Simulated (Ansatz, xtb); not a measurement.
## Two isomers of C5H5B

Structure X: `BC(C#C)C#C`, a singlet. Structure Y: `BCC#CC#C`, a singlet. Both are isolated molecules in the gas phase, relaxed with PBE-D3(BJ)/def2-SVP; the shapes shown needn't be the lowest conformers.

X (Å):

| atom | x (Å) | y (Å) | z (Å) |
| --- | --- | --- | --- |
| C | 0.4253 | -0.3827 | -0.1429 |
| C | -0.1548 | -1.3375 | 0.8037 |
| C | -0.6623 | -2.1235 | 1.5891 |
| C | 0.2850 | -0.7666 | -1.5491 |
| C | 0.1437 | -1.0773 | -2.7220 |
| B | 0.2055 | 1.1458 | 0.1870 |
| H | 0.3735 | 1.9666 | -0.6902 |
| H | -0.0046 | 1.4750 | 1.3354 |
| H | 1.5372 | -0.3080 | 0.0830 |
| H | -1.1095 | -2.8199 | 2.2840 |
| H | 0.0204 | -1.3533 | -3.7595 |

Y (Å):

```yaml
atoms:
  - { symbol: C, position_ang: [0.1533, -0.9984, 1.1855] }
  - { symbol: C, position_ang: [0.0141, -0.8880, -0.2529] }
  - { symbol: C, position_ang: [-0.1132, -0.7640, -1.4734] }
  - { symbol: C, position_ang: [-0.2529, -0.6339, -2.8278] }
  - { symbol: C, position_ang: [-0.3788, -0.5158, -4.0471] }
  - { symbol: B, position_ang: [0.4800, 0.2950, 2.0186] }
  - { symbol: H, position_ang: [0.8155, 1.3340, 1.4876] }
  - { symbol: H, position_ang: [0.4420, 0.2124, 3.2320] }
  - { symbol: H, position_ang: [1.0248, -1.6582, 1.4488] }
  - { symbol: H, position_ang: [-0.7069, -1.5410, 1.6433] }
  - { symbol: H, position_ang: [-0.4889, -0.4125, -5.1170] }
```

Quicker runs give these differences E(Y) − E(X): GFN2-xTB −10.0 kcal/mol; HF/STO-3G −13.6 kcal/mol (at GFN2-xTB geometries); r2SCAN-D4/def2-SVP −18.1 kcal/mol (at GFN2-xTB geometries).

**Question.** Estimate E(Y) − E(X) at the level CCSD(T)/def2-SVP + ΔMP2/def2-TZVPP.

**Answer.** Calculated at CCSD(T)/def2-SVP + ΔMP2/def2-TZVPP: E(Y) − E(X) = −10.3 kcal/mol, so structure Y lies lower.

Level by level:

```
                             level             geometry  E(Y) − E(X) (kcal/mol)  departure from the last row (kcal/mol)  job, with rough time for the two
                          GFN2-xTB             GFN2-xTB                     −10.0                                    +0.4              optimisation, 0.19 s
                         HF/STO-3G             GFN2-xTB                     −13.6                                    −3.2              single point, 0.22 s
                r2SCAN-D4/def2-SVP             GFN2-xTB                     −18.1                                    −7.8               single point, 1.7 s
               PBE-D3(BJ)/def2-SVP  PBE-D3(BJ)/def2-SVP                     −18.1                                    −7.8                optimisation, 20 s
                       HF/def2-SVP  PBE-D3(BJ)/def2-SVP                     −10.1                                    +0.2           part of the CCSD(T) run
                      MP2/def2-SVP  PBE-D3(BJ)/def2-SVP                     −12.8                                    −2.5           part of the CCSD(T) run
                  CCSD(T)/def2-SVP  PBE-D3(BJ)/def2-SVP                     −11.2                                    −0.9                      single point
CCSD(T)/def2-SVP + ΔMP2/def2-TZVPP  PBE-D3(BJ)/def2-SVP                     −10.3                                                        single point, 19 s
```

As drawn, both hold the same kinds of bond in the same numbers.

None of the levels shown reverses the order. The largest departure from CCSD(T)/def2-SVP + ΔMP2/def2-TZVPP is that of r2SCAN-D4/def2-SVP, 7.8 kcal/mol. The last row adds to CCSD(T) the change of the MP2 difference between the two basis sets, here +0.9 kcal/mol.

With harmonic frequencies from PBE-D3(BJ)/def2-SVP (ideal gas, rigid rotor, one conformer each, 298.15 K, 1 atm): on the last row, ΔE + ΔZPE = −10.0, ΔH = −9.9, ΔG = −10.2 kcal/mol.

The correlated steps freeze 6 core orbitals. Mirror images aren't counted in ΔG. Programs: Ansatz 0.2.0, xtb 6.7.1; the last row on 2 threads of Intel(R) Xeon(R) 6975P-C (Granite Rapids) on a shared host.

Y is clearly favoured, and vibrational and thermal terms hardly alter its advantage. With the bond inventory matched, the main cause is probably how the two triple bonds are connected. In Y they are joined directly, giving a conjugated diyne with a strong, short sp–sp single bond, whereas in X a saturated carbon separates them and interrupts conjugation. Crowding two electron-withdrawing ethynyl groups and the boryl group onto one carbon may penalise X further.

Boron's empty p orbital is not an obvious discriminator: in both geometries it lies where adjacent C–H bonds can donate into it, so hyperconjugation offers some relief to each isomer. Hartree–Fock already recovers nearly the whole preference, so it doesn't hinge on a large differential correlation energy. The two density functionals exaggerate it, perhaps because semilocal exchange overstabilises the extended π system of the diyne. The energies establish a thermodynamic preference between these two structures, but say nothing about how readily X would rearrange to Y.
